# Worked problem: nonlocal reorganisation energy in an imidazolium ionic liquid

Ionic liquids serve as gate electrolytes for thin-channel transistors and as plating media. The rate of electron transfer between two redox centres in such a liquid depends exponentially on the outer-sphere reorganisation energy $\lambda$. The textbook Marcus expression for $\lambda$ uses two permittivities. That expression assumes that the medium screens a field equally well at every length scale, which is doubtful when the ions are as large as the reactants. This problem replaces the static permittivity by a wavevector-dependent one, built from the charge structure factor of the liquid.

## Problem statement

An electron moves from a donor to an acceptor in 1-ethyl-3-methylimidazolium bis(trifluoromethylsulfonyl)imide, [EMIM][TFSI], at $T = 298$ K. Each reactant is a uniformly charged spherical shell.

Typical values for the liquid:

| Quantity | Value |
|---|---|
| molar mass $M$ (one ion pair) | $0.3913$ kg mol$^{-1}$ |
| mass density $\rho_m$ | $1520$ kg m$^{-3}$ |
| optical permittivity $\varepsilon_{op}$ (refractive index $1.42$) | $2.02$ |
| static permittivity $\varepsilon_s$, conduction removed | $12$ |
| conductivity $\sigma$ | $0.9$ S m$^{-1}$ |
| position $k_0$ of the charge-ordering peak | $8.5$ nm$^{-1}$ |

Assumed values for the reaction: shell radii $a_1 = 0.35$ nm and $a_2 = 0.45$ nm, centre distance $R = 0.85$ nm, reaction free energy $\Delta G^\circ = -0.20$ eV ($-3.2\times10^{-20}$ J), and no inner-sphere contribution.

The charge structure factor is defined per ion,

$$S_{ZZ}(k) = \frac{\langle|\rho_q(\mathbf k)|^2\rangle}{N e^2},\qquad \rho_q(\mathbf k)=\int d^3r\,\rho_q(\mathbf r)\,e^{-i\mathbf k\cdot\mathbf r},$$

where $\rho_q$ is the charge density carried by the nuclear positions (all partial charges, so both translation and rotation of the ions count) and $N$ is the number of cations plus anions. Two assumed, illustrative forms are to be used:

- **Input A, smooth:** a Lorentzian response that passes through $S_{ZZ} = 7.2\times10^{-3}$ at $k_1 = 4.0$ nm$^{-1}$. It has no peak and represents a liquid that simply stops screening at short wavelength.
- **Input B, peaked:** $S_{ZZ} = (k^2/\kappa^2)\,/\,(1 - 2g\,k^2/k_0^2 + k^4/k_0^4)$, with $\kappa$ the inverse Debye length defined below and peak height $S_p = 1.0$.

Find (a) the response function and its small-$k$ limit, (b) $\lambda$ in the local limit, (c) $\lambda$ for input A and the change of the rate, (d) $\lambda$ for input B.

## Why the formula holds

Let $\Delta\rho(\mathbf r)$ be the change of the reactant charge density in the transfer. A longitudinal linear medium turns an external charge into the potential $\phi(\mathbf k) = \Delta\rho(\mathbf k)/[\varepsilon_0\varepsilon(k)k^2]$, and the reversible work of building up that charge is $\tfrac12\int\Delta\rho\,\phi\,d^3r$. If $\Delta\rho$ appears suddenly, only the electrons respond and $\varepsilon = \varepsilon_{op}$, treated here as a uniform local background that also fills the reactants. After the nuclei have relaxed, $\varepsilon = \varepsilon_L(k)$, the static longitudinal dielectric function. The free energy released between the two situations is $\lambda$:

$$\lambda = \frac{1}{2\varepsilon_0}\int\frac{d^3k}{(2\pi)^3}\,\frac{|\Delta\rho(\mathbf k)|^2}{k^2}\,\chi(k),\qquad \chi(k) = \frac{1}{\varepsilon_{op}}-\frac{1}{\varepsilon_L(k)} .$$

The structure factor enters through fluctuations. In linear response the vertical energy gap is Gaussian with variance $2\lambda k_BT$. Its fluctuating part is $\int\Delta\rho\,\phi_q\,d^3r$ with $\phi_q(\mathbf k) = \rho_q(\mathbf k)/(\varepsilon_0\varepsilon_{op}k^2)$. With $n = N/V$ the variance is $\int \frac{d^3k}{(2\pi)^3}\,|\Delta\rho|^2\, n e^2 S_{ZZ}/(\varepsilon_0\varepsilon_{op}k^2)^2$. Dividing by $2k_BT$ and comparing with the formula for $\lambda$ gives

$$\chi(k) = \frac{1}{\varepsilon_{op}}\,\frac{\kappa^2 S_{ZZ}(k)}{k^2},\qquad \kappa^2 = \frac{n e^2}{\varepsilon_0\varepsilon_{op}k_BT}.$$

A shell of radius $a$ has the form factor $j_0(ka) = \sin(ka)/(ka)$. For one electron moved between two shells, the angular average is $|\Delta\rho|^2 = e^2[j_0^2(ka_1) + j_0^2(ka_2) - 2j_0(ka_1)j_0(ka_2)j_0(kR)]$. With $d^3k = 4\pi k^2dk$,

$$\lambda = \frac{e^2}{4\pi\varepsilon_0}\,\frac1\pi\int_0^\infty dk\,\chi(k)\left[j_0^2(ka_1) + j_0^2(ka_2) - 2j_0(ka_1)j_0(ka_2)j_0(kR)\right].$$

For constant $\chi = c_0$ and $R\ge a_1+a_2$ the integrals give the Marcus geometry factor $G_{loc} = 1/2a_1 + 1/2a_2 - 1/R$.

Now take the Lorentzian $\chi = c_0/(1+k^2L^2)$ and set $\mu = 1/L$. The identity

$$\frac{1}{k^2(1+k^2L^2)} = \frac1{k^2}-\frac{1}{k^2+\mu^2}$$

shows that the Coulomb kernel $1/r$ becomes $1/r - e^{-\mu r}/r$. Averaging the screened kernel over a shell gives, at a distance $r\ge a$ from its centre, $[\sinh(\mu a)/\mu a]\,e^{-\mu r}/r$. For the self term put $r = a$, use $\sinh(\mu a)\,e^{-\mu a} = (1-e^{-2\mu a})/2$, and keep the factor $\tfrac12$ of a self energy. For the cross term average over both shells, which is allowed when they do not overlap. The result is

$$\lambda = \frac{e^2c_0}{4\pi\varepsilon_0}\,G(L),\qquad G(L) = \frac{f_1}{2a_1}+\frac{f_2}{2a_2}-\frac{f_{12}}{R},$$

$$f_i = 1-\frac{L}{2a_i}\left(1-e^{-2a_i/L}\right),\qquad f_{12} = 1-\frac{L^2}{a_1a_2}\sinh\frac{a_1}{L}\,\sinh\frac{a_2}{L}\;e^{-R/L}.$$

All factors tend to 1 for $L\to0$ (with $R \ge a_1+a_2$) and to 0 for $L\to\infty$.

## Solution

### (a) Response function

The ion density counts two ions per formula unit:

$$n = \frac{2\rho_mN_A}{M} = 4.679\times10^{27}\ \text{m}^{-3}.$$

With $k_BT = 4.114\times10^{-21}$ J,

$$\kappa^2 = 1.632\times10^{21}\ \text{m}^{-2},\qquad \kappa = 40.40\ \text{nm}^{-1},\qquad 1/\kappa = 0.02475\ \text{nm}.$$

An ionic liquid conducts, so a long-wavelength external charge is screened completely: $1/\varepsilon_L(k\to0) = 0$. This is the Stillinger–Lovett condition $S_{ZZ}\to k^2/\kappa^2$, and it fixes

$$c_0 = \chi(0) = 1/\varepsilon_{op} = 0.4950 .$$

The energy prefactor is $e^2c_0/4\pi\varepsilon_0 = 1.1421\times10^{-28}$ J m, or $0.7129$ eV nm. The static permittivity $\varepsilon_s$ does not appear in the equilibrium result. It matters for timing. Full screening needs ion migration, which takes about $\varepsilon_0\varepsilon_s/\sigma = 1.2\times10^{-10}$ s. A transfer much faster than this sees only part of $c_0$.

Debye–Hückel theory has $S_{ZZ} = k^2/(k^2+\kappa^2)$, which is exactly the Lorentzian with $L = 1/\kappa$. It is not valid at this ion density, but it is a useful point of comparison below.

For input A, $\chi/c_0 = \kappa^2S_{ZZ}/k_1^2 = 0.7344$ at $k_1$, so

$$L = \frac{1}{k_1}\sqrt{\frac{1}{0.7344}-1} = 0.150\ \text{nm}.$$

### (b) Local limit

$$G_{loc} = (1.4286+1.1111-1.1765)\ \text{nm}^{-1} = 1.3632\ \text{nm}^{-1},$$

$$\lambda_{loc} = 1.1421\times10^{-28}\ \text{J m}\times1.3632\times10^{9}\ \text{m}^{-1} = 1.56\times10^{-19}\ \text{J} = 0.972\ \text{eV}.$$

If migration is frozen and the response is still local, the Pekar factor $1/\varepsilon_{op}-1/\varepsilon_s = 0.4117$ replaces $c_0$, and $\lambda = 0.808$ eV. The migration part is therefore $0.16$ eV.

### (c) Input A

With $L = 0.150$ nm:

- Donor: $L/2a_1 = 0.2143$, $2a_1/L = 4.667$, $e^{-2a_1/L} = 0.0094$, so $f_1 = 0.7877$ and $f_1/2a_1 = 1.1253$ nm$^{-1}$.
- Acceptor: $L/2a_2 = 0.1667$, $2a_2/L = 6.000$, $e^{-2a_2/L} = 0.0025$, so $f_2 = 0.8337$ and $f_2/2a_2 = 0.9264$ nm$^{-1}$.
- Cross term: $L^2/a_1a_2 = 0.1429$, $\sinh(a_1/L) = 5.108$, $\sinh(a_2/L) = 10.018$, $e^{-R/L} = 3.459\times10^{-3}$. The product is $0.0253$, so $f_{12} = 0.9747$ and $f_{12}/R = 1.1467$ nm$^{-1}$.

$$G_A = (1.1253+0.9264-1.1467)\ \text{nm}^{-1} = 0.9050\ \text{nm}^{-1},\qquad \lambda_A = 1.03\times10^{-19}\ \text{J} = 0.645\ \text{eV}.$$

The model's $\lambda$ falls by $0.33$ eV, or 34 per cent. The fall is larger than that of either self term. The self terms lose a fraction of order $L/2a$, while the cross term, which is subtracted, loses only a fraction of order $(L^2/4a_1a_2)\,e^{-(R-a_1-a_2)/L}$, with a gap $R-a_1-a_2 = 0.05$ nm here. The difference of the terms therefore shrinks faster than its parts.

The classical nonadiabatic Marcus rate is proportional to $\lambda^{-1/2}\exp(-\Delta G^\ddagger/k_BT)$ with $\Delta G^\ddagger = (\lambda+\Delta G^\circ)^2/4\lambda$. The barrier is $5.97\,k_BT$ for the local value and $2.99\,k_BT$ for input A. At fixed electronic coupling and fixed $\Delta G^\circ$,

$$\frac{k_A}{k_{loc}} = \sqrt{\frac{\lambda_{loc}}{\lambda_A}}\;e^{2.98} = 1.227\,e^{2.98}\approx 24 .$$

### (d) Input B

With $x = k^2/k_0^2$, the function $x/(1-2gx+x^2)$ has its maximum at $x = 1$. The peak of $S_{ZZ}$ thus lies at $k_0$, and its height is $S_p = k_0^2/[2\kappa^2(1-g)]$. Hence

$$1-g = \frac{k_0^2}{2\kappa^2S_p} = 0.02213 .$$

At the peak $\chi/c_0 = \kappa^2S_p/k_0^2 = 22.6$, and $\varepsilon_L(k_0) = \varepsilon_{op}/(1-\chi/c_0) = -0.094$. The induced charge exceeds the external one at this wavelength. This is overscreening, the signature of alternating cation and anion shells.

The Lorentzian result still does the work, with a complex length. Put $g = \cos\theta$, so that the denominator is $(x-e^{i\theta})(x-e^{-i\theta})$. Partial fractions give

$$\frac{\chi}{c_0} = 2\,\mathrm{Re}\,\frac{w}{1+k^2/\mu^2},\qquad w = \frac12+\frac i2\cot\theta,\qquad \mu = p-iq,$$

with $p = k_0\sin(\theta/2)$ and $q = k_0\cos(\theta/2)$. The root with $\mathrm{Re}\,\mu>0$ is required, so that $e^{-\mu r}/r$ decays. Numerically $p = 0.894$ nm$^{-1}$, $q = 8.45$ nm$^{-1}$ and $\cot\theta = 4.67$. The charge oscillation has period $2\pi/q = 0.743$ nm and decay length $1/p = 1.12$ nm.

The integral for $\lambda$ is linear in $\chi$, and the shell averages hold for complex $\mu$. Write each term of $G$ as its local value minus a screened part $Y(\mu)$:

$$Y_i = \frac{1-e^{-2\mu a_i}}{4\mu a_i^2},\qquad Y_{12} = \frac{\sinh(\mu a_1)\sinh(\mu a_2)\,e^{-\mu R}}{\mu^2a_1a_2R}.$$

Since $2\,\mathrm{Re}\,w = 1$, each term becomes its local value minus $(\mathrm{Re}\,Y-\cot\theta\;\mathrm{Im}\,Y)$. For the donor, $1-e^{-2\mu a_1} = 0.5007+0.1915\,i$ and $Y_1 = (-0.0331+0.1244\,i)$ nm$^{-1}$. The quantity to subtract is $-0.614$ nm$^{-1}$, and the term rises to $2.043$ nm$^{-1}$. The same steps give $1.605$ nm$^{-1}$ for the acceptor and $1.182$ nm$^{-1}$ for the cross term:

$$G_B = (2.043+1.605-1.182)\ \text{nm}^{-1} = 2.466\ \text{nm}^{-1},\qquad \lambda_B = 2.82\times10^{-19}\ \text{J} = 1.76\ \text{eV}.$$

The sign of the correction is reversed. For shells with $a\gg1/p$ the exponential drops out, and the self term is $(1/2a)(1-L_{eff}/2a)$ with $L_{eff} = (1-2g)/2p = -0.53$ nm. A strong charge-ordering peak acts as a negative correlation length.

## Summary and limits

| Model | $\lambda$ ($10^{-19}$ J) | $\lambda$ (eV) | $\Delta G^\ddagger/k_BT$ |
|---|---|---|---|
| local, full screening | 1.56 | 0.972 | 5.97 |
| local, migration frozen | 1.29 | 0.808 | 4.46 |
| Lorentzian, $L = 1/\kappa$ | 1.46 | 0.914 | 5.43 |
| input A, $L = 0.150$ nm | 1.03 | 0.645 | 2.99 |
| input B, peaked | 2.82 | 1.76 | 13.4 |

All entries are the model's numbers. They rest on assumed radii and assumed structure factors, and the third figure is printed only so that the arithmetic can be followed.

Three points decide how far the numbers can be used.

First, the shape of $S_{ZZ}$ controls the sign of the nonlocal correction. Input A lowers $\lambda$ by $0.33$ eV, and input B raises it by $0.79$ eV. The peak that the Lorentzian leaves out is thus worth more than the effect that the Lorentzian describes. A single length $L$ should be read as an effective parameter of the liquid together with the reactant, and not as a property read off the bulk structure factor.

Second, the formula uses the response of the uniform liquid. It lets ionic charge fluctuate everywhere, the interior of the shells included, and it assumes that a full electron charge leaves the ion packing in the linear regime. Both assumptions are weakest at wavelengths near $2\pi/k_0$, which is comparable with the reactant diameter. These are the wavelengths from which input B draws its excess. The closed form is also limited to a bulk liquid. Near a channel or a metal gate the medium is no longer translation invariant, and image terms have to be added.

Third, the time scale matters. The migration part of $0.16$ eV is half as large as the correction from input A, so a fast transfer needs a frequency-resolved response.

As typical knowledge and not as a measurement, outer-sphere reorganisation energies in imidazolium liquids lie close to those in strongly polar molecular solvents, which for this geometry means roughly $0.8$ to $1.0$ eV. Against that range the model with input A is low by a fifth to a third, and the model with input B is high by about a factor of two.